**Ionisation energies of the sulfur ions S+ to S15+**

The table holds ionisation energies from total-energy differences at the two-component X2C-1e GHF and GMP2 levels (PySCF), with screened spin-orbit coupling and without it, beside NIST values. The program tests Slater screening with nothing fitted, a Hund's-rule count of parallel pairs in 2p against a step at the j label, and LS against jj spin-orbit lowering. Slater's rules reproduce the shell jumps (5.8 % rms relative to GHF) but not the s-p difference, and the 2p break falls at half filling with a parallel-pair constant K of 5.4 to 6.05 eV against a hydrogenic 6.00 eV. The summed spin-orbit shifts point to near-LS states, with the ³P₀ ion about 0.4 eV short of its first-order lowering. The largest GMP2 errors are at S12+ (−1.88 eV) and S14+ (+1.32 eV), and the 0.81 eV excess of S15+ is set against recoil and the QED scale.

Calculated values. Ionisation energies of sulfur ions as total-energy differences, from PySCF 2.14.0 with two-component X2C-1e GHF (one spinor determinant in jj occupation) and GMP2. The nucleus is Gaussian, and the even-tempered basis runs to f and is scaled to each ion. Screened-SO has the one-electron spin-orbit term with screened-nucleus factors; spin-free has no spin-orbit term.

## The fit in Python

```python
# Table: ionisation energies (eV) of S+ to S15+, PySCF X2C-1e GHF and GMP2, with and without screened spin-orbit; NIST values.
# Tested: Slater screening (no fit), exchange counting in 2p against a j-label step, LS against jj lowering, errors of GMP2.
T = {
    'species': ['S+', 'S2+', 'S3+', 'S4+', 'S5+', 'S6+', 'S7+', 'S8+', 'S9+', 'S10+', 'S11+', 'S12+', 'S13+', 'S14+', 'S15+'],
    'N': [15, 14, 13, 12, 11, 10, 9, 8, 7, 6, 5, 4, 3, 2, 1],
    'config': ['[Ne] 3s2 (3p1/2)2 (3p3/2)1', '[Ne] 3s2 (3p1/2)2', '[Ne] 3s2 (3p1/2)1', '[Ne] 3s2', '[Ne] (3s1/2)1', '[Ne]', '[He] 2s2 (2p1/2)2 (2p3/2)3', '[He] 2s2 (2p1/2)2 (2p3/2)2', '[He] 2s2 (2p1/2)2 (2p3/2)1', '[He] 2s2 (2p1/2)2', '[He] 2s2 (2p1/2)1', '[He] 2s2', '[He] (2s1/2)1', '1s2', '(1s1/2)1'],
    'final': ['[Ne] 3s2 (3p1/2)2', '[Ne] 3s2 (3p1/2)1', '[Ne] 3s2', '[Ne] (3s1/2)1', '[Ne]', '[He] 2s2 (2p1/2)2 (2p3/2)3', '[He] 2s2 (2p1/2)2 (2p3/2)2', '[He] 2s2 (2p1/2)2 (2p3/2)1', '[He] 2s2 (2p1/2)2', '[He] 2s2 (2p1/2)1', '[He] 2s2', '[He] (2s1/2)1', '1s2', '(1s1/2)1', 'bare nucleus'],
    'frozen': [2, 2, 2, 2, 2, 0, 0, 0, 0, 0, 0, 0, 0, 0, 0],
    'ghf_screened_so': [22.79, 33.97, 46.73, 70.8, 87.58, 279.35, 327.19, 377.82, 448.19, 504.58, 565.35, 646.96, 706.97, 3223.87, 3495.0],  # eV
    'gmp2_screened_so': [0.37, 0.57, 0.3, 1.45, 0.45, 1.45, 1.45, 1.48, 0.38, 0.34, -0.07, 3.12, 0.15, 1.23, None],  # eV
    'ghf_spin_free': [None, 0.04, -0.08, 0.0, 0.0, 0.44, 0.09, -0.48, 0.58, 0.49, -1.14, 0.0, 0.0, 0.0, 0.0],  # eV
    'ref': [23.3379, 34.86, 47.222, 72.5945, 88.0529, 280.954, 328.794, 379.84, 447.7, 504.55, 564.41, 651.96, 706.994, 3223.78, 3494.19],  # eV
    'kind': ['measured', 'semi-empirical', 'semi-empirical', 'measured', 'measured', 'measured', 'measured', 'semi-empirical', 'semi-empirical', 'semi-empirical', 'semi-empirical', 'semi-empirical', 'theoretical', 'theoretical', 'theoretical'],
}
import numpy as np
from scipy.constants import physical_constants as pc, alpha
Ry = pc['Rydberg constant times hc in eV'][0]; Ha = 2*Ry
mc2 = pc['electron mass energy equivalent in MeV'][0]*1e6; me = pc['electron mass in u'][0]
Z = 16
N = [int(x) for x in T['N']]
col = lambda k: dict(zip(N, T[k]))
sp, I, c, d, ref, kind = [col(k) for k in ('species', 'ghf_screened_so', 'gmp2_screened_so', 'ghf_spin_free', 'ref', 'kind')]
c[1] = 0.0  # one electron: the same run gives GMP2 equal to GHF
def E(m):  # Slater's rules: 0.30 within 1s, 0.35 same shell, 0.85 shell below, 1.00 deeper
    a, b, e = min(m, 2), min(max(m-2, 0), 8), max(m-10, 0)
    return -Ry*(a*(Z-0.30*(a-1))**2 + b*(Z-1.7-0.35*(b-1))**2/4 + e*(Z-8.8-0.35*(e-1))**2/9)
S = {m: E(m-1)-E(m) for m in N}
sh = {m: 1 if m <= 2 else 2 if m <= 10 else 3 for m in N}
err = {m: I[m]+c[m]-ref[m] for m in N}
print("energies in eV; table rounding 0.005, differences good to about 0.01; Zeff = n sqrt(IE/Ry)")
print("ion   n     GHF  step up   Zeff  Slater  error %  GHF-tab  GMP2-tab  kind")
for m in N:
    st = f"{I[m]-I[m+1]:8.2f}" if m+1 in I else "       -"
    print(f"{sp[m]:5s} {sh[m]} {I[m]:8.2f} {st} {sh[m]*np.sqrt(I[m]/Ry):6.2f} {S[m]:7.1f} {100*(S[m]/I[m]-1):+7.1f} {I[m]-ref[m]:+8.2f} {err[m]:+8.2f}  {kind[m]}")
w = max(N, key=lambda m: abs(S[m]/I[m]-1))
print(f"Slater: rms error {100*np.sqrt(np.mean([(S[m]/I[m]-1)**2 for m in N])):.1f} %, worst {sp[w]}; last/first GHF ratio {I[1]/I[15]:.0f}")
for a, b in ((10, 11), (2, 3)):
    print(f"jump {sp[a]}/{sp[b]}: GHF {I[a]/I[b]:.2f}, Slater {S[a]/S[b]:.2f}, n^2 factor alone {(sh[b]/sh[a])**2:.2f}")
P = [5, 6, 7, 8, 9, 10]; q = np.arange(1, 7.0)
pairs = np.array([0, 1, 2, 0, 1, 2.0]); jlab = (q <= 2)*1.0
def fit(y, x):
    A = np.c_[np.ones(6), q, q*q, x]; p = np.linalg.lstsq(A, y, rcond=None)[0]; r = y-A@p
    return p[3], np.sqrt(np.mean(r**2)), r
row = lambda v: " ".join(f"{x:+6.2f}" for x in v)
so = np.array([I[m] for m in P]); sf = so+np.array([d[m] for m in P]); tab = np.array([ref[m] for m in P])
print("2p rows, S11+ (p1) to S6+ (p6): steps, and fits quadratic in q plus one term")
for name, y in (("GHF screened-SO", so), ("GHF spin-free", sf), ("tabulated", tab)):
    st = -np.diff(y); k, r, _ = fit(y, pairs)
    print(f"{name}: steps {row(st)}; p4-p3 excess {st[2]-(st[1]+st[3])/2:.1f}; K {k:.2f}, rms {r:.2f}")
K, rK, resK = fit(so, pairs); D, rD, resD = fit(so, jlab)
print(f"screened-SO residuals, pair count: {row(resK)}; rms {rK:.2f}")
print(f"screened-SO residuals, j-label step {D:.2f}: {row(resD)}; rms {rD:.2f}")
Zs = Z-1.7-0.35*5
print(f"hydrogenic K = 9Z'/512 hartree with Slater Z' {Zs:.2f} (S8+): {9*Zs/512*Ha:.2f} eV, 3K {27*Zs/512*Ha:.1f} eV")
L = -np.cumsum([d[m] for m in P]); zeta = np.linspace(L[0], 2*L[4], 5)
print(f"spin-orbit lowering p1..p6 (summed, rounding up to 0.03): {row(L)}")
print(f"zeta from p1 {zeta[0]:.2f}, from p5 {zeta[4]:.2f}, linear between; zeta/K {zeta[4]/K:.2f} to {zeta[0]/K:.2f}")
ls = np.array([1, 1, 0, .5, .5])*zeta; jj = np.array([1, 2, 1.5, 1, .5])*zeta
print(f"first order p1..p5, LS: {row(ls)}; jj: {row(jj)}")
print(f"p2: found/zeta {L[1]/zeta[1]:.2f}, zeta/2 {zeta[1]/2:.2f}, short of 3P0 by {ls[1]-L[1]:.2f}; 3p lowering p1 {-d[13]:.2f}, p2 {-d[13]-d[14]:.2f}")
pr = [12, 10, 9, 8, 4, 2]; ot = [m for m in N if m not in pr and m > 1]
print("GMP2 less GHF, pair broken:", ", ".join(f"{sp[m]} {c[m]:.2f}" for m in pr))
print("GMP2 less GHF, unpaired:", ", ".join(f"{sp[m]} {c[m]:.2f}" for m in ot))
print("|correlation / spin-orbit shift|, p rows:", ", ".join(f"{sp[m]} {abs(c[m]/d[m]):.1f}" for m in [14, 13]+P[::-1]))
M = -np.cumsum([err[m] for m in range(4, 11)])
print(f"GMP2 total energy above tabulated, relative to S13+, ions S12+..S6+: {row(M)}")
print("share of (tabulated - GHF) given by GMP2:", ", ".join(f"{sp[m]} {100*c[m]/(ref[m]-I[m]):.0f} %" for m in (12, 11, 10, 9, 8, 4)))
print(f"mean absolute error: GHF {np.mean([abs(I[m]-ref[m]) for m in N]):.2f}, GMP2 {np.mean([abs(err[m]) for m in N]):.2f}; worst GMP2 {sp[max(N, key=lambda m: abs(err[m]))]}")
x = Z*alpha; dirac = mc2*(1-np.sqrt(1-x*x)); rec = dirac*me/32; u = alpha/np.pi*x**4*mc2
print(f"S15+: Z^2 Ry {Z*Z*Ry:.2f}, point Dirac {dirac:.2f}, relativistic part {dirac-Z*Z*Ry:.2f}, GHF less Dirac {I[1]-dirac:+.2f}")
print(f"S15+: excess {err[1]:.2f}, recoil (mass 32) {rec:.2f}, rest {err[1]-rec:.2f} = {(err[1]-rec)/u:.1f} x (alpha/pi)(Z alpha)^4 mc^2 of {u:.2f}")
print(f"S14+: GMP2 excess {err[2]:.2f}, beyond that of S15+ {err[2]-err[1]:.2f}; S13+ excess {err[3]:.2f}, 1s excess/8 {err[1]/8:.2f}")
assert all(I[m] > I[m+1] for m in range(1, 15))
assert 4 < K < 8 and rK < rD/3
assert L[1] < ls[1] and abs(L[2]) < 0.2*zeta[2]
assert min(c[m] for m in pr) > 2*max(c[m] for m in ot)
```

Running it gives:

```
energies in eV; table rounding 0.005, differences good to about 0.01; Zeff = n sqrt(IE/Ry)
ion   n     GHF  step up   Zeff  Slater  error %  GHF-tab  GMP2-tab  kind
S+    3    22.79        -   3.88    25.6   +12.2    -0.55    -0.18  measured
S2+   3    33.97    11.18   4.74    37.1    +9.2    -0.89    -0.32  semi-empirical
S3+   3    46.73    12.76   5.56    49.7    +6.4    -0.49    -0.19  semi-empirical
S4+   3    70.80    24.07   6.84    63.5   -10.3    -1.79    -0.34  measured
S5+   3    87.58    16.78   7.61    78.4   -10.5    -0.47    -0.02  measured
S6+   2   279.35   191.77   9.06   277.2    -0.8    -1.60    -0.15  measured
S7+   2   327.19    47.84   9.81   329.5    +0.7    -1.60    -0.15  measured
S8+   2   377.82    50.63  10.54   384.2    +1.7    -2.02    -0.54  semi-empirical
S9+   2   448.19    70.37  11.48   441.5    -1.5    +0.49    +0.87  semi-empirical
S10+  2   504.58    56.39  12.18   501.3    -0.7    +0.03    +0.37  semi-empirical
S11+  2   565.35    60.77  12.89   563.5    -0.3    +0.94    +0.87  semi-empirical
S12+  2   646.96    81.61  13.79   628.3    -2.9    -5.00    -1.88  semi-empirical
S13+  2   706.97    60.01  14.42   695.6    -1.6    -0.02    +0.13  theoretical
S14+  1  3223.87  2516.90  15.39  3224.3    +0.0    +0.09    +1.32  theoretical
S15+  1  3495.00   271.13  16.03  3483.1    -0.3    +0.81    +0.81  theoretical
Slater: rms error 5.8 %, worst S+; last/first GHF ratio 153
jump S6+/S5+: GHF 3.19, Slater 3.54, n^2 factor alone 2.25
jump S14+/S13+: GHF 4.56, Slater 4.64, n^2 factor alone 4.00
2p rows, S11+ (p1) to S6+ (p6): steps, and fits quadratic in q plus one term
GHF screened-SO: steps +60.77 +56.39 +70.37 +50.63 +47.84; p4-p3 excess 16.9; K 5.40, rms 0.22
GHF spin-free: steps +59.14 +56.30 +71.43 +50.06 +47.49; p4-p3 excess 18.2; K 6.05, rms 0.07
tabulated: steps +59.86 +56.85 +67.86 +51.05 +47.84; p4-p3 excess 13.9; K 4.66, rms 0.04
screened-SO residuals, pair count:  +0.18  -0.42  +0.23  -0.03  +0.11  -0.08; rms 0.22
screened-SO residuals, j-label step -3.04:  -2.57  +2.57  +5.47  -6.13  -1.56  +2.23; rms 3.83
hydrogenic K = 9Z'/512 hartree with Slater Z' 12.55 (S8+): 6.00 eV, 3K 18.0 eV
spin-orbit lowering p1..p6 (summed, rounding up to 0.03):  +1.14  +0.65  +0.07  +0.55  +0.46  +0.02
zeta from p1 1.14, from p5 0.92, linear between; zeta/K 0.17 to 0.21
first order p1..p5, LS:  +1.14  +1.08  +0.00  +0.49  +0.46; jj:  +1.14  +2.17  +1.54  +0.97  +0.46
p2: found/zeta 0.60, zeta/2 0.54, short of 3P0 by 0.44; 3p lowering p1 0.08, p2 0.04
GMP2 less GHF, pair broken: S4+ 1.45, S6+ 1.45, S7+ 1.45, S8+ 1.48, S12+ 3.12, S14+ 1.23
GMP2 less GHF, unpaired: S+ 0.37, S2+ 0.57, S3+ 0.30, S5+ 0.45, S9+ 0.38, S10+ 0.34, S11+ -0.07, S13+ 0.15
|correlation / spin-orbit shift|, p rows: S2+ 14.2, S3+ 3.8, S6+ 3.3, S7+ 16.1, S8+ 3.1, S9+ 0.7, S10+ 0.7, S11+ 0.1
GMP2 total energy above tabulated, relative to S13+, ions S12+..S6+:  +1.88  +1.01  +0.64  -0.23  +0.31  +0.46  +0.62
share of (tabulated - GHF) given by GMP2: S4+ 81 %, S5+ 95 %, S6+ 90 %, S7+ 90 %, S8+ 73 %, S12+ 62 %
mean absolute error: GHF 1.12, GMP2 0.54; worst GMP2 S12+
S15+: Z^2 Ry 3483.06, point Dirac 3495.01, relativistic part 11.95, GHF less Dirac -0.01
S15+: excess 0.81, recoil (mass 32) 0.06, rest 0.75 = 3.4 x (alpha/pi)(Z alpha)^4 mc^2 of 0.22
S14+: GMP2 excess 1.32, beyond that of S15+ 0.51; S13+ excess 0.13, 1s excess/8 0.10
```
